Appendix A. Trap filling without detrapping: the Arnett profile

A.1 Premises and conventions

Electrons enter a trapping dielectric at the plane x = 0 and drift towards +x. The film ends at x = d, and all quantities are averages over the lateral area. The symbol q > 0 is the elementary charge, J(x,t) ≥ 0 is the magnitude of the electron conduction current density, and Φ = J/q is the particle flux. The model, associated with Arnett (1975), rests on six premises.

P1. There is one trap species of uniform density N. Each trap holds at most one electron, n(x,t) is the density of filled traps, and n(x,0) = 0.
P2. Free electrons of density n_c move by drift alone, Φ = n_c v. None return from the plane x = d.
P3. Capture is local and of first order in free electrons and in empty traps. Its rate per unit volume is c n_c (N − n).
P4. The ratio σ = c/v is independent of x and t.
P5. A captured electron is never released, and no holes are present.
P6. The free density follows the injection without delay, so ∂n_c/∂t is dropped from the continuity equation.

By P2 and P3 the capture rate is σ(N − n)Φ. The cross-section σ is therefore defined against the drift flux. If c is written as σ_th v_th with a thermal velocity, then σ = σ_th v_th/v, and the two cross-sections coincide only when v = v_th.

A.2 Rate equations

By P5 capture is the only process that changes n:

∂n/∂t = σ(N − n)J/q. (A1)

Conservation of electrons reads ∂n_c/∂t + ∂n/∂t + ∂Φ/∂x = 0. With P6 it becomes

∂Φ/∂x = −∂n/∂t, (A2)

and inserting (A1) and multiplying by q gives

∂J/∂x = −σ(N − n)J. (A3)

The boundary condition is J(0,t) = J₀(t), an arbitrary non-negative function, and the injected charge per unit area is Q_inj(t) = ∫₀ᵗ J₀ dt′. It counts conduction charge crossing x = 0 and excludes displacement current. The natural variables are

λ = 1/(σN), ξ = x/λ, δ = d/λ, f = n/N, s = σQ_inj/q. (A4)

The length λ is the mean capture depth among empty traps, and s is the number of electrons injected per area σ.

A.3 Solution

Step 1, integration in time. Define the reduced local fluence

u(x,t) = σ ∫₀ᵗ Φ(x,t′) dt′, u(0,t) = s(t). (A5)

At fixed x, (A1) can be written ∂ ln(N − n)/∂t = −σΦ = −∂u/∂t, where P4 allows σ to stand outside the integral in (A5). Both sides are time derivatives, and at t = 0 one has n = 0 and u = 0. Hence

f = 1 − e^(−u). (A6)

The occupancy at a point depends only on the fluence that has passed that point.

Step 2, an equation in x alone. Integrate (A2) over time from 0 to t and multiply by σ. The left side becomes ∂u/∂x and the right side −σn, since n(x,0) = 0. In reduced form, with (A6),

∂u/∂ξ = −f = −(1 − e^(−u)). (A7)

Time now enters only through the boundary value u = s at ξ = 0. The profile therefore depends on the history J₀(t) only through Q_inj.

Step 3, linearisation. Put w = e^u. Multiplying (A7) by e^u gives ∂w/∂ξ = −(w − 1), which is linear and has one solution for the boundary value w = e^s:

w − 1 = (e^s − 1)e^(−ξ), u = ln[1 + (e^s − 1)e^(−ξ)]. (A8)

Step 4, the occupancy. From (A6), f = (w − 1)/w. Inserting (A8) and multiplying numerator and denominator by e^ξ,

n/N = (e^s − 1)/(e^s + e^(σNx) − 1), s = σQ_inj/q. (A9)

Step 5, the current. From (A5), σΦ = ∂u/∂t = (∂u/∂s)(ds/dt), and ds/dt = σJ₀/q. Thus J/J₀ = ∂u/∂s, and differentiating (A8),

J/J₀ = e^s/(e^s + e^ξ − 1) = f(ξ)/f(0), (A10)

where f(0) = 1 − e^(−s) follows from (A9) at ξ = 0. At every instant the current and the stored charge have the same shape in x.

Verification. Let Z = e^s + e^ξ − 1, so that 1 − f = e^ξ/Z and J/J₀ = e^s/Z. Then ∂(J/J₀)/∂ξ = −e^s e^ξ/Z² = −(1 − f)J/J₀, which is (A3). Also ∂f/∂s = [e^s Z − (e^s − 1)e^s]/Z² = e^s e^ξ/Z² = (1 − f)J/J₀, which is (A1). Finally f = 0 at s = 0 and J = J₀ at ξ = 0.

Since (A7) is of first order in ξ and is integrated from the injecting side, the solution for x < d does not depend on d. This is the content of the last part of P2.

A.4 Shape of the profile and the filling front

For s ≪ 1, e^s − 1 ≈ s and (A9) tends to n = (Q_inj/q)(1/λ)e^(−x/λ), exponential attenuation by empty traps.

For any s > 0, dividing numerator and denominator of (A9) by e^s − 1 gives a logistic step,

f = 1/[1 + exp((x − x_½)/λ)], x_½ = λ ln(e^s − 1). (A11)

The shape is rigid and further injection only translates it. The resemblance to a Fermi function is kinetic in origin and implies no equilibrium. The half-filling point lies at x > 0 once s > ln 2 = 0.693. The occupancy falls from 0.9 to 0.1 between x_½ − λ ln 9 and x_½ + λ ln 9, a width 2λ ln 9 = 4.39 λ. Writing ln(e^s − 1) = s + ln(1 − e^(−s)) and using λs = Q_inj/(qN),

x_½ = Q_inj/(qN) + λ ln(1 − e^(−s)). (A12)

The second term is negative and decays as −λe^(−s). At s = 3 it amounts to 1.7 per cent of the first. For s well above unity the front therefore stands at x = Q_inj/(qN), independent of σ. This is charge conservation: behind the front every trap is full, so the injected areal density Q_inj/q occupies a depth Q_inj/(qN). Differentiating (A11) gives the front velocity dx_½/dt = J₀/[qN(1 − e^(−s))], which tends to J₀/(qN).

A.5 Stored charge and centroid

Let n_A = ∫₀ᵈ n dx and u_d = u(δ). Because σN dx = dξ and f = −∂u/∂ξ,

σ n_A = ∫₀^δ f dξ = s − u_d, u_d = ln[1 + (e^s − 1)e^(−δ)]. (A13)

The stored density equals the injected fluence minus the transmitted one. For δ → ∞ everything is stored, and for s − δ → ∞ one finds u_d → s − δ and n_A → Nd.

The first moment follows by parts: ∫₀^δ ξ f dξ = −δu_d + ∫₀^δ u dξ. For s > 0 the function u falls monotonically with ξ, so (A7) permits the change of variable dξ = −du/(1 − e^(−u)). With

G(y) = ∫₀ʸ t dt/(1 − e^(−t)) (A14)

one obtains ∫₀^δ u dξ = G(s) − G(u_d), and the centroid x̄ measured from the injecting plane is

x̄/λ = [G(s) − G(u_d) − δu_d]/(s − u_d). (A15)

Thick film. As δ → ∞, u_d vanishes as e^(−δ) and x̄/λ = G(s)/s. The identity t/(1 − e^(−t)) = t + t/(e^t − 1) splits G into s²/2 and a Debye integral:

x̄/λ = s/2 + D₁(s), D₁(s) = (1/s)∫₀ˢ t dt/(e^t − 1). (A16)

Equivalently G(s) = −Li₂(1 − e^s) in terms of the dilogarithm, since both sides vanish at s = 0 and have the derivative s/(1 − e^(−s)). Integrating the expansion t/(e^t − 1) = 1 − t/2 + t²/12 − t⁴/720 + …, convergent for |t| < 2π, term by term gives

x̄/λ = 1 + s/4 + s²/36 − s⁴/3600 + … (A17)

For large s, extend the integral to infinity, where it equals π²/6, and subtract the tail using 1/(e^t − 1) = Σ e^(−kt):

x̄/λ = s/2 + π²/(6s) − (1/s) Σ_{k≥1} e^(−ks)(s/k + 1/k²). (A18)

The centroid thus starts at 1/(σN), rises with initial slope dx̄/d(Q_inj/q) = 1/(4N), and approaches Q_inj/(2qN), half the front depth, with limiting slope 1/(2N). Within the model the intercept of x̄ against Q_inj fixes the product σN and the slope fixes N, which separates the two parameters. An increment of charge is deposited at the mean depth d(s x̄)/ds = λG′(s) = λs/(1 − e^(−s)), which runs from λ at the start to Q_inj/(qN) at large s.

Finite film. For s ≪ 1, u_d ≈ s e^(−δ) and G(y) ≈ y, so (A15) gives

x̄ → λ − d/(e^(d/λ) − 1), (A19)

which is λ for d ≫ λ and d/2 for d ≪ λ. At saturation the film is uniformly filled and x̄ → d/2 for every δ.

A.6 Flat-band shift

Let the trapping layer, of relative permittivity ε_N, be followed by a blocking layer of thickness t_B and relative permittivity ε_B, and then by the gate. Only the change of charge on filling, −q n(x), matters. At flat band the displacement it produces vanishes on the channel side, so Gauss's law gives D(x) = −q∫₀ˣ n dx′ in the film and D = −q n_A in the blocking layer. The extra gate potential is ΔV = −∫E dx across both layers. Exchanging the order of integration, ∫₀ᵈ dx ∫₀ˣ n dx′ = ∫₀ᵈ (d − x)n dx = n_A(d − x̄), so

ΔV = (q n_A/ε₀)[(d − x̄)/ε_N + t_B/ε_B]. (A20)

The shift is positive for stored electrons. The field magnitude in the film rises from x = 0 to x = d by ΔE = q n_A/(ε₀ε_N) when the gate is positive.

A.7 Range of validity

(a) Uniform density and single species. If N depends on x while σ does not, (A7) holds in the variable ξ = σ∫₀ˣ N dx′, and (A8) to (A10) survive with e^ξ in place of e^(σNx). Several species give dF/dx = −Σ N_i(1 − exp(−σ_i F)) for the fluence F = ∫Φ dt. The dependence on Q_inj alone persists, but the closed form (A9) is lost.

(b) Delay of the free carriers. For constant v, n_c = Φ/v. In the variables x and τ = t − x/v the combination (1/v)∂Φ/∂t + ∂Φ/∂x equals the derivative ∂Φ/∂x at fixed τ, and ∂/∂t = ∂/∂τ. Equations (A1) and (A2) then hold exactly in (x,τ), and (A9) is exact with s evaluated at t − x/v. P6 requires only that s change little during the transit time d/v.

(c) Diffusion. With a diffusion coefficient D_c and empty traps, the steady free density obeys D_c n_c″ − v n_c′ − (v/λ)n_c = 0. A solution e^(−κx) requires ℓκ² + κ − 1/λ = 0 with ℓ = D_c/v. The positive root gives

1/κ = (λ/2)[1 + (1 + 4ℓ/λ)^(1/2)]. (A21)

The Einstein relation gives ℓ = k_BT/(qE) for thermal carriers in a field E, so P2 needs qEλ ≫ k_BT. Electrons injected hot have a larger ℓ, and a constant σ further requires that they relax within a distance short against λ.

(d) Detrapping. Add an emission rate e_n per filled trap and consider a thick film with s ≪ 1 and constant Φ₀ = J₀/q. Let M₀ = ∫n dx and M₁ = ∫x n dx. Equation (A2) still holds, so M₀ = Φ₀t and, by parts, dM₁/dt = ∫Φ dx. The flux obeys ∂Φ/∂x = −Φ/λ + e_n n, whose integral over x is −Φ₀ = −(1/λ)∫Φ dx + e_n M₀. Hence dM₁/dt = λΦ₀(1 + e_n t) and

x̄ = λ(1 + e_n t/2). (A22)

P5 needs e_n t ≪ 1 over the whole pulse and the delay before readout. When it fails, the profile depends on time and field separately and no longer on Q_inj alone. For a trap that attracts the electron by a Coulomb force, the potential energy along the drift direction, −q²/(4πε₀ε_∞ r) − qEr, peaks at r_s = [q/(4πε₀ε_∞E)]^(1/2), which lowers the barrier by Δφ = 2qEr_s. Here ε_∞ is the high-frequency relative permittivity. The Poole-Frenkel rate is then

e_n = ν exp[−(E_T − Δφ)/(k_BT)] (A23)

for a trap depth E_T and an attempt frequency ν. Tunnelling out of traps close to x = 0 and recombination with injected holes violate P5 as well.

(e) Field dependence of σ. The solution tolerates any feedback of stored charge on J₀(t), but P4 excludes feedback on σ. If the capture area of a Coulomb centre scales as πr_s², it varies as 1/E, and P4 needs ΔE ≪ E.

(f) Locality and independence of capture. A slab of thickness λ contains Nλ = 1/σ traps per unit area, one per area σ. Capture of the fraction 1 − 1/e of the flux in that slab requires a typical carrier to reach a trap at a lateral distance of order r_c = (σ/π)^(1/2) while advancing only λ. This statement holds whichever microscopic meaning σ is given. A sphere of radius r_c holds (4/3)πr_c³N = (4/3)r_c/λ traps on average. P3 treats traps as separate point sinks and so requires r_c ≪ λ. It also requires the repulsion q²/(4πε₀ε_N a) of a filled neighbour at the mean spacing a = N^(−1/3) to be small against the carrier energy.

(g) Back boundary. A blocking barrier reflects carriers that reach x = d. The solution then holds only while the transmitted fraction J(d)/J₀ from (A10) is small, that is while δ − s is several units.

A.8 Numerical illustration

Take LPCVD Si₃N₄ with the given inputs N = 5×10¹⁹ cm⁻³ and σ = 5×10⁻¹³ cm², or 50 nm². Then σN = 2.5×10⁷ cm⁻¹, λ = 0.40 nm, and s = 1 corresponds to Q_inj/q = 2.0×10¹² cm⁻². The width of the front between occupancies 0.9 and 0.1 is 1.76 nm. The illustrative stack has d = 6 nm, so δ = 15, and a SiO₂ blocking layer with t_B = 6 nm. Typical permittivities ε_N ≈ 7.5 and ε_B ≈ 3.9 are used. Equations (A9), (A11), (A15), (A10) and (A20) give the following values, all of them the model's.

s | Q_inj/q (10¹² cm⁻²) | n(0)/N | x_½ (nm) | x̄ (nm) | J(d)/J₀ | ΔV (V)
0.1 | 0.2 | 0.095 | none | 0.41 | 3.4×10⁻⁷ | 0.083
1 | 2 | 0.632 | 0.22 | 0.51 | 8.3×10⁻⁷ | 0.82
5 | 10 | 0.993 | 2.00 | 1.13 | 4.5×10⁻⁵ | 3.96
10 | 20 | 1.000 | 4.00 | 2.06 | 6.7×10⁻³ | 7.46

The row s = 5 is obtained as follows. The injected charge is 1.6 μC cm⁻² and e⁵ − 1 = 147.4. The occupancy (A9) is 0.92, 0.50 and 0.075 at x = 1, 2 and 3 nm. Since u_d = 4.5×10⁻⁵, the thick-film form (A16) suffices: D₁(5) = 0.321, x̄/λ = 2.821 and x̄ = 1.13 nm. In (A20) the prefactor q n_A/ε₀ is 1.81 V nm⁻¹ and the bracket is 0.650 nm + 1.538 nm = 2.188 nm, so ΔV = 3.96 V.

The neglected terms are now sized for this row, at 300 K (k_BT = 0.0259 eV), for an illustrative pulse of 100 μs at constant current and an illustrative tunnel-oxide field of 10 MV cm⁻¹. Continuity of the displacement gives E = 5.2 MV cm⁻¹ in the nitride at x = 0.

Delay. For an illustrative drift velocity of 10⁶ cm s⁻¹ the transit time is 6×10⁻¹³ s, a fraction 6×10⁻⁹ of the pulse. P6 is safe, and by the table so is condition (g).

Diffusion. ℓ = 0.050 nm and ℓ/λ = 0.12, so (A21) lengthens the initial capture depth by a factor 1.11. This is a lower estimate, because it assumes thermal carriers.

Space charge. ΔE = 2.4 MV cm⁻¹, so the field behind the stored charge reaches 7.6 MV cm⁻¹. Under the 1/E scaling σ would vary by a factor 1.5 across the profile, and the front width with it.

Detrapping. With approximate inputs E_T = 1.4 eV, ε_∞ = 4 and ν = 10¹³ s⁻¹, the field of 5.2 MV cm⁻¹ gives r_s = 0.83 nm, Δφ = 0.87 eV and e_n = 1.0×10⁴ s⁻¹. Then e_n t = 1.0, and at low filling (A22) would move the centroid outwards by a factor 1.5. Keeping e_n t below 0.1 needs E_T − Δφ above 0.60 eV, that is E below 4.5 MV cm⁻¹. The estimate fixes only an order of magnitude at best, since a change of 0.1 eV in E_T alters e_n by a factor 48, but it shows that detrapping can rival capture at programming fields.

Locality. r_c = 4.0 nm and a = 2.7 nm, so r_c/λ = 10 and the capture sphere holds 13 traps. The repulsion of a filled neighbour at distance a is 0.071 eV, or 2.7 k_BT. The area πr_s² = 2.2 nm² is smaller than the given σ by a factor 23. Condition (f) is violated by an order of magnitude, and this is the most serious limitation of the parameter pair. The depth λ and the front width, which are set by σ, cannot be read as resolved physical lengths. The relation x_½ ≈ Q_inj/(qN) rests on counting alone and survives as long as traps fill in sequence from the injecting side.

The model's low-injection centroid of 0.40 nm also lies well below what is typical for such films. Trapping lengths commonly inferred for deposited silicon nitride are a few nm, a statement of typical knowledge and not a measurement, so the model with these inputs falls short by roughly a factor of ten. At fixed stored charge the voltage is far less sensitive: moving the centroid of the s = 5 row outwards by 2 nm lowers the model's 3.96 V by 12 per cent. A cross-section ten times smaller at the same N, chosen only to bring λ into the typical range, gives λ = 4.0 nm, r_c = 1.3 nm and δ = 1.5. The 6 nm film then captures the fraction 1 − e^(−δ) = 0.78 of the initial flux in one pass, condition (g) fails for a blocked stack, and for a film with a transparent back contact (A19) gives the model's initial centroid as 2.3 nm.